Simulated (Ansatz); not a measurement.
A series in volume scale on YHg

All results are calculated (Ansatz 0.2.0). Periodic Kohn-Sham DFT of a crystal at fixed atoms, scaled to volume_scale times the given cell; pressure positive in compression, energy less spherical unpolarised free atoms, largest_vzz the field gradient of largest size among the nuclei.

The cell before it is scaled or strained (space group Pm-3m, No. 221):
```
YHg
1.0
      3.6820     0.0000     0.0000
      0.0000     3.6820     0.0000
      0.0000     0.0000     3.6820
Y Hg
1 1
Direct
  0.50000 0.50000 0.50000
  0.00000 0.00000 0.00000
```

Settings of every row: method all-electron PAW; functional LDA; relativity scalar; k mesh 11x11x11; filling fermi-dirac; smearing width 0.08 eV; nucleus gaussian.

Atom start moment: 0 on all atoms.

Limits: no spin-orbit coupling on heavy atoms.

| row | volume scale | V (Å³/atom) | pressure (GPa) |
| --- | --- | --- | --- |
| 1 | 0.94 | 23.461 | 1.189 |
| 2 | 0.96 | 23.96 | -0.547 |
| 3 | 0.98 | 24.459 | -2.097 |
| 4 | 0.99 | 24.709 | -2.807 |
| 5 | 1 | 24.959 | -3.477 |
| 6 | 1.01 | 25.208 | -4.11 |
| 7 | 1.02 | 25.458 | -4.706 |
| 8 | 1.04 | 25.957 | ? |
| 9 | 1.06 | 26.456 | -6.768 |

Question: what pressure should row 8 give?

Worked fit of pressure. Take u = (V_r/V)^(2/3) − 1 with V_r = 24.834 Å³ an atom, which is twice the finite (Eulerian) strain; such expansions in the strain, on which the Birch-Murnaghan equation of state is built, carry the rest volume and the bulk modulus. The shown rows have u = 0.03864, 0.02417, 0.0102, 0.00337, -0.00334, -0.00992, -0.01641, -0.0413. Least squares give pressure = −3.1476 + 99.972 × u + 308.08 × u² + 241 × u³ GPa; a parabola predicts inner rows, each left out in turn, worse (root mean square 0.0039 against 0.0014 GPa). The rows lie off it by 0.000, 0.001, -0.001, 0.000, 0.001, -0.001, 0.000, 0.000. The pressure vanishes at u = 0.0289, or V = 23.8 Å³ an atom, and there the bulk modulus at fixed shape and fractions is B = −V dP/dV = (2/3)(1 + u) dP/du = 81.2 GPa. The withheld row has u = -0.02905, so the fit gives −3.1476 + 99.972 × (-0.02905) + 308.08 × (-0.02905)² + 241 × (-0.02905)³ = -5.798 GPa.

The calculation gave -5.798 GPa. The fit meets it to the printed digit.
